Lumped capacitance decay and its first Biot-number correction

A body cooled through a surface coefficient h relaxes, when internal conduction is fast, as θ = exp(−t/τ) with τ = ρcV/(hA). Finite conductivity slows this decay. With Bi = ha/k, the rate is multiplied by 1 − Bi/3 for a slab, 1 − Bi/4 for a long cylinder and 1 − Bi/5 for a sphere. All three cases are derived together below.

1. Premises and conventions

(P1) Heat flows by Fourier's law, q = −k∇T, with a scalar k. In a cubic crystal such as silicon, symmetry makes the conductivity tensor a multiple of the unit tensor.
(P2) Density ρ, specific heat c (at constant pressure) and k are constants, and there are no internal sources. The diffusivity is α = k/(ρc).
(P3) The outward flux at the surface is h(T − T∞), with h and the fluid temperature T∞ uniform and constant in time.
(P4) At t = 0 the body is at a uniform temperature T0.
(P5) The body is a slab of thickness 2a cooled on both faces (d = 1), a long cylinder of radius a (d = 2) or a sphere of radius a (d = 3). Slab edges and cylinder ends are ignored, so T depends only on t and on the distance r from the mid-plane, axis or centre.

For these shapes V/A = a/d. We use θ = (T − T∞)/(T0 − T∞), x = r/a, the Fourier number Fo = αt/a² and the Biot number Bi = ha/k. The volume average is ⟨f⟩ = d ∫₀¹ x^(d−1) f dx. Many texts build the Biot number on V/A instead, Bi_V = Bi/d. Check which one a source means.

2. Exact energy balance and the lumped law

By P1 and P2, ρc ∂θ/∂t = k∇²θ. Integrate over the body. The divergence theorem turns the right side into the surface integral of k ∂θ/∂n, and P3 sets k ∂θ/∂n = −hθ. With θs the surface value,

(1) ρcV d⟨θ⟩/dt = −hA θs, that is d⟨θ⟩/dt = −(θs/⟨θ⟩) ⟨θ⟩/τ,

(2) τ = ρcV/(hA) = ρca/(dh).

Equation (1) is exact. The lumped approximation sets θs = ⟨θ⟩, and then P4 gives

(3) θ = exp(−t/τ).

The flux hθs has to be conducted over a distance of order a, which takes an internal drop of order hθs·a/k = Bi·θs. So θs/⟨θ⟩ = 1 − O(Bi), and (3) is the limit Bi → 0. The coefficient of Bi needs the internal profile. In dimensionless form t/τ = d·Bi·Fo.

3. The eigenvalue problem

In the variables x and Fo the problem reads

(4) ∂θ/∂Fo = x^(1−d) ∂/∂x (x^(d−1) ∂θ/∂x), with ∂θ/∂x = −Bi·θ at x = 1 and ∂θ/∂x = 0 at x = 0.

The condition at x = 0 expresses mirror symmetry for the slab and regularity for the cylinder and sphere. Put θ = X(x) exp(−s·Fo) with s = ζ². Then

(5) X″ + (d−1)X′/x + sX = 0, X′(0) = 0, X′(1) = −Bi·X(1).

With X(0) = 1 the solutions are cos ζx, J0(ζx) and sin(ζx)/(ζx) for d = 1, 2, 3. The surface condition Bi = −X′(1)/X(1) gives

(6) ζ tan ζ = Bi (slab), ζ J1(ζ)/J0(ζ) = Bi (cylinder), 1 − ζ cot ζ = Bi (sphere).

Three properties are needed.

Orthogonality. Multiply (5) for mode n by d·x^(d−1)·X_m and integrate by parts. The boundary term at x = 0 vanishes, and the one at x = 1 is fixed by the surface condition:

(7) ⟨X_m′X_n′⟩ + d·Bi·X_m(1)X_n(1) = s_n ⟨X_m X_n⟩.

The left side is symmetric in m and n, so (s_n − s_m)⟨X_m X_n⟩ = 0. We take from Sturm–Liouville theory that the X_n are complete.

Bounds. For m = n, (7) gives s = [⟨X′²⟩ + d·Bi·X(1)²]/⟨X²⟩ > 0, so every mode decays. The lowest eigenvalue s1 is the minimum of this quotient over all trial functions. The constant function gives d·Bi, so s1 ≤ d·Bi at any Bi, and the lumped rate is an upper bound on the true long-time rate. The surface term is not negative, so by the min-max principle each eigenvalue is at least as large as its value at Bi = 0. There the second roots obey X′(1) = 0, which gives ζ2 ≥ π (slab), 3.832 (cylinder, first nonzero root of J1) and 4.493 (sphere, tan ζ = ζ).

Meaning of s1. Take X_m = 1 in the same integration by parts: s⟨X⟩ = d·Bi·X(1). The decay rate of the lowest mode is 1/τ1 = s1·α/a², and 1/τ = d·Bi·α/a², so

(8) τ/τ1 = s1/(d·Bi) = X1(1)/⟨X1⟩.

This is the factor θs/⟨θ⟩ of (1), evaluated for the lowest mode.

4. Expansion of the lowest eigenvalue

Define u = s/d, so that τ/τ1 = u/Bi, and y(x) = −xX′/X, so that y(1) = Bi. Differentiating, xy′ = −xX′/X − x²X″/X + (xX′/X)² = y + y² − x²X″/X. Equation (5) gives −x²X″/X = (d−1)xX′/X + sx² = −(d−1)y + sx². Hence

(9) xy′ = d·u·x² − (d−2)y + y².

X depends on x and s only through sx², so y = Σ b_n (ux²)ⁿ, n ≥ 1. Since x d/dx multiplies the n-th term by 2n, matching powers in (9) gives (2n + d − 2)b_n = d·δ(n,1) + Σ b_i b_j, summed over i + j = n. In turn:

n = 1: d·b1 = d, so b1 = 1.
n = 2: (d+2)b2 = b1², so b2 = 1/(d+2).
n = 3: (d+4)b3 = 2b1b2, so b3 = 2/[(d+2)(d+4)].

At x = 1,

(10) Bi = u + u²/(d+2) + 2u³/[(d+2)(d+4)] + …

For d = 1 this is ζ tan ζ = ζ² + ζ⁴/3 + 2ζ⁶/15 + …, as it must be. The recursion makes every b_n positive. The only singularities of y(1) as a function of s are poles at the zeros of X(1), which are real, so the series converges up to the first zero, ζ = π/2, 2.405 and π for d = 1, 2, 3. On that interval the right side of (10) rises monotonically from 0 to infinity. There is thus exactly one root in it for each Bi. Its eigenfunction has no node, so it is the lowest.

To invert (10), write u = Bi + c2·Bi² + c3·Bi³ + … and collect powers. Order Bi² gives c2 + b2 = 0. Order Bi³ gives c3 + 2b2c2 + b3 = 0, so c3 = 2b2² − b3 = [2/(d+2)]·[1/(d+2) − 1/(d+4)] = 4/[(d+2)²(d+4)]. Therefore

(11) τ/τ1 = 1 − Bi/(d+2) + 4Bi²/[(d+2)²(d+4)] + O(Bi³).

Slab: 1 − Bi/3 + 4Bi²/45.
Cylinder: 1 − Bi/4 + Bi²/24.
Sphere: 1 − Bi/5 + 4Bi²/175.

In terms of Bi_V the first-order factor is 1 − d·Bi_V/(d+2), with coefficients 1/3, 1/2 and 3/5. The ranking of the shapes is then reversed.

The reciprocal form is more useful. Divide (10) by u and insert u = Bi − b2·Bi²: Bi/u = 1 + b2·Bi + (b3 − b2²)Bi² + …, with b3 − b2² = [2(d+2) − (d+4)]/[(d+2)²(d+4)]. So

(12) τ1 = τ·{1 + Bi/(d+2) + d·Bi²/[(d+2)²(d+4)] + …}.

By (2), τ·Bi/(d+2) = a²/[d(d+2)α]. The first correction is thus an added time that does not depend on h:

(13) τ1 ≈ τ + a²/(3α) (slab), τ + a²/(8α) (cylinder), τ + a²/(15α) (sphere).

Equivalently, 1/h is replaced by 1/h + a/[(d+2)k], the film resistance in series with an internal resistance. The second-order remainder of this series form has the coefficient d/[(d+2)²(d+4)], which is smaller than the 4/[(d+2)²(d+4)] left by the linear form.

5. Profile, amplitudes and higher modes

A corrected rate is of use only if the amplitude is known to the same order. Expanding P4 in the modes, θ = Σ C_n X_n(x) exp(−s_n Fo) with C_n = ⟨X_n⟩/⟨X_n²⟩ by orthogonality. The mean is ⟨θ⟩ = Σ A_n exp(−s_n Fo) with A_n = ⟨X_n⟩²/⟨X_n²⟩ ≥ 0, and Σ A_n = 1 because ⟨θ⟩ = 1 at t = 0.

From y = ux² + …, X1′/X1 = −ux, so X1 = 1 − ux²/2 + O(u²), a shallow parabola with u = Bi at this order. The moments are ⟨x²⟩ = d/(d+2) and ⟨x⁴⟩ = d/(d+4). Then ⟨X1⟩ = 1 − Bi·d/[2(d+2)] and ⟨X1²⟩ = 1 − Bi·d/(d+2), which give

(14) centre: C1 = 1 + Bi·d/[2(d+2)]; surface: C1·X1(1) = 1 − Bi/(d+2); centre minus surface: Bi/2,

each to first order and each multiplying exp(−t/τ1). The ratio X1(1)/⟨X1⟩ = 1 − Bi/2 + Bi·d/[2(d+2)] = 1 − Bi/(d+2) recovers (11) through (8).

For the mean, A1 = 1 − (⟨X1²⟩ − ⟨X1⟩²)/⟨X1²⟩. The variance of X1 is (u²/4)(⟨x⁴⟩ − ⟨x²⟩²) at leading order, and ⟨x⁴⟩ − ⟨x²⟩² = 4d/[(d+2)²(d+4)]. Hence

(15) A1 = 1 − d·Bi²/[(d+2)²(d+4)] + O(Bi³).

The coefficients are 1/45, 1/48 and 3/175. All higher modes together carry only this second-order weight in the mean temperature, so to first order

(16) ⟨θ⟩ = exp[−(t/τ)(1 − Bi/(d+2))].

The slab allows two direct tests. There ⟨X⟩ = sin ζ/ζ and ⟨X²⟩ = 1/2 + sin 2ζ/(4ζ), and tan ζ = Bi/ζ gives A = 2Bi²/[ζ²(ζ² + Bi² + Bi)] for every root. The higher roots tend to mπ, m ≥ 1, as Bi → 0, so their weights sum to 2Bi² Σ (mπ)⁻⁴ = Bi²/45, as (15) requires. Their centre amplitudes are C ≈ 2 sin ζ/ζ = 2Bi cos ζ/ζ² ≈ 2Bi(−1)^m/(mπ)², which sum to −Bi/6 and cancel the Bi/6 in C1 at t = 0. Local temperatures thus contain higher modes at first order in Bi. These die out after a few times a²/(ζ2²α), and (14) holds from then on.

6. Range of validity

Small Bi. The table gives τ/τ1 from the roots of (6), from the linear form 1 − Bi/(d+2) and from the series-resistance form 1/[1 + Bi/(d+2)].

Bi | shape | exact | linear | series
0.1 | slab | 0.9675 | 0.9667 | 0.9677
0.1 | cylinder | 0.9754 | 0.9750 | 0.9756
0.1 | sphere | 0.9802 | 0.9800 | 0.9804
1 | slab | 0.7402 | 0.6667 | 0.7500
1 | cylinder | 0.7885 | 0.7500 | 0.8000
1 | sphere | 0.8225 | 0.8000 | 0.8333

The common rule of thumb, a Biot number below 0.1, accepts a rate error of a few per cent in (3). If it is read with Bi_V, a sphere has Bi = 0.3 and a first-order correction of 6 per cent.

Time. The relative error of (3) grows as the body cools, since ⟨θ⟩/exp(−t/τ) ≈ exp[Bi·t/((d+2)τ)]. For a slab with Bi = 0.1 the exact ratio at t = 3τ is 1.10. Equation (3) needs Bi·t/τ ≪ d + 2, and (16) needs 4Bi²·t/τ ≪ (d+2)²(d+4).

Linearity. Radiation, natural convection and temperature-dependent c or h violate P2 or P3. At small Bi the balance (1) with θs = ⟨θ⟩ survives, but it has to be integrated with c(T) and the true loss law, and the decay is not a single exponential.

Lateral uniformity. A small Bi lumps a plate through its thickness only. Averaging the heat equation over the thickness gives ρca ∂θ/∂t = ka∇²θ − hθ, with ∇² in the plane. The two terms on the right balance over the length L = √(ka/h) = a/√Bi. Where h varies over distances longer than L, each region cools with nearly its own local τ.

Fluid side. T∞ stays constant only if the heat-capacity rate of the gas stream is large compared with hA.

7. Illustration: a 0.775 mm silicon wafer in flowing nitrogen

Inputs. The half-thickness is a = 0.3875 mm. The radius is R = 150 mm, this thickness being the usual one for 300 mm wafers. For k we take 130 W/(m K), a compiled value (Ioffe Institute, temperature not stated). Typical room-temperature values ρ ≈ 2330 kg/m³ and c ≈ 710 J/(kg K) are given inputs. We assume h = 20 W/(m² K) on both faces, chosen as typical of laminar gas flow at several m/s along a plate of this size at atmospheric pressure. The wafer starts at 100 °C, the nitrogen is at 25 °C, and the target is 40 °C, so θ = 15/75 = 0.2.

Lumped result.
ρc = 1.65×10⁶ J/(m³ K), ρca = 641 J/(m² K), α = 0.786 cm²/s.
τ = ρca/h = 32 s.
Time to target: τ ln 5 = 52 s, with ln 5 = 1.609.

Biot correction.
Bi = 5.96×10⁻⁵, Bi/3 = 1.99×10⁻⁵, 4Bi²/45 = 3.2×10⁻¹⁰.
a²/α = 1.91 ms, so τ1 − τ = a²/(3α) = 0.64 ms and the time to target lengthens by 1.0 ms.
The higher modes fade with a²/(π²α) = 0.19 ms.
The mid-plane then exceeds the faces by (Bi/2)·75 K = 2.2 mK at most.
The correction scales as 1/k, so the uncertainty in k and its fall with temperature change it in proportion and leave τ untouched. It would reach 1 per cent at Bi = 0.03, which needs h = 1.0×10⁴ W/(m² K), far above the assumed value.

Neglected terms. Each of the following rivals or exceeds the correction of 1.99×10⁻⁵.

Rim. If the rim has the same h, the disc solution is the product of the slab solution and that of a cylinder of radius R, because the product obeys the heat equation, both surface conditions and P4. The rates add. With Bi_R = hR/k = 0.023, the total rate is [h/(ρca)]·[1 − Bi/3 + (2a/R)(1 − Bi_R/4)]. The rim area term 2a/R = 0.52 per cent is 260 times Bi/3. It is absorbed if τ is computed with the full V/A. The remainder (2a/R)(Bi_R/4) = Bi/2 = 3.0×10⁻⁵ is not, so the long-time correction for the disc is (5/6)Bi/(1 + 2a/R) = 4.9×10⁻⁵. The higher radial modes hold a weight Bi_R²/48 = 1.1×10⁻⁵ in the mean, and relative to the lowest one the slowest of them fades with R²/(3.832²α) = 19.5 s, which is not short against τ.

Radiation. To walls at T∞ the extra coefficient is εσ(T² + T∞²)(T + T∞) with T in kelvin. The emissivity of silicon at these temperatures depends strongly on doping. It is typically near 0.7 for heavily doped wafers and much lower for lightly doped ones, which are partly transparent in the infrared. With ε = 0.7 assumed, the coefficient is 6.1 W/(m² K) at 100 °C and 4.5 W/(m² K) at 40 °C, or 30 and 23 per cent of h. Integrating ρca dT/dt = −h(T − T∞) − εσ(T⁴ − T∞⁴) shortens the time to target to 41 s.

Heat capacity. A Debye model with the compiled Debye temperature of 645 K (Råsander 2015) gives c(100 °C)/c(25 °C) = 1.08, so the local time constant is about 8 per cent longer at the hot end.

Non-uniform h. Here L = 50 mm and (R/L)² = 8.9, so the wafer is not lumped in its plane. In a laminar boundary layer on an isothermal plate the local h typically falls as the inverse square root of the distance from the leading edge, a factor of 3 between 30 mm and 270 mm. Lateral conduction cannot level such a variation.

Gas heating. For both faces hA = 2.83 W/K. One slm (0 °C, 1 atm) of nitrogen, taken as an ideal gas with molar heat capacity 7/2 times the gas constant, carries 0.0216 W/K. The two are equal at 131 slm, and P3 needs a flow well above that or cold walls that take up the heat. With a purge of a few tens of slm and no such walls, cooling is limited by the gas supply and is several times slower than computed here.

The values τ = 32 s and 52 s to target are the model's, not the wafer's. They scale as 1/h, and h was assumed and is set by the flow geometry of the tool. The conclusion on the through-thickness gradient does not depend on that choice: for h up to ten times the assumed value, Bi/3 stays at or below 2.0×10⁻⁴, and the added time constant a²/(3α) = 0.64 ms is the same for every h.